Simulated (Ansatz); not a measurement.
Ligand exchange: CHClF2 + C4H11BO → CH2F2O + C4H10BCl

Species: CHClF2 `FC(F)Cl`, singlet; C4H11BO `CCB(O)CC`, singlet; CH2F2O `OC(F)F`, singlet; C4H10BCl `CCB(Cl)CC`, singlet. The partners trade Cl for OH: C–Cl and B–OH bonds give way to C–OH and B–Cl.

Shapes, held fixed at every level: PBE0-D4/def2-TZVP. Flexible molecules stand in one conformer, not always the lowest. Programs: Ansatz 0.2.0. Electronic energies: no zero-point or thermal term.

```tsv
level	kind	ΔE (kJ/mol)
HF/def2-SVP	Hartree–Fock	-39.1
HF/def2-TZVPP	Hartree–Fock	-22.2
r2SCAN-D4/def2-TZVPP	meta-GGA	-13.1
PBE0-D4/def2-TZVPP	global hybrid	-14.7
r2SCAN0-D4/def2-TZVPP	global hybrid	-17.4
wB97X-V/def2-TZVPP	range-separated hybrid	-13.8
CCSD/def2-SVP	coupled cluster or CI	-24.2
MP2/def2-TZVPP	perturbation theory	-14.8
```

MP2/def2-TZVPP gives ΔE = -14.8 kJ/mol; the levels span -39.1 to -13.1. The median of the levels is -16.1. No measured value is set beside it here.

Every level makes the exchange exothermic, but only modestly, as expected when large bond energies nearly cancel. Oxygen donates π density into the empty boron p orbital more effectively than chlorine, which favours keeping OH on boron. The opposing gain probably comes from the difluoromethyl carbon, where an oxygen lone pair can delocalise into the C–F σ* orbitals, an anomeric stabilisation that chlorine provides less well.

Enlarging the basis at Hartree–Fock level weakens the driving force from -39.1 to -22.2 kJ/mol, a shift larger than the whole spread among the density functionals. The CCSD value of -24.2 kJ/mol therefore probably owes much of its extra exothermicity to the small basis and is no benchmark for the triple-zeta results. Correlation also reduces the exothermicity, as the Hartree–Fock and CCSD values in the same small basis show. The sign is thus consistent across the methods, while a fine ranking of the functionals is not supported. Nor does a favourable exchange imply that difluoromethanol would persist, since α-fluoro alcohols readily lose HF.
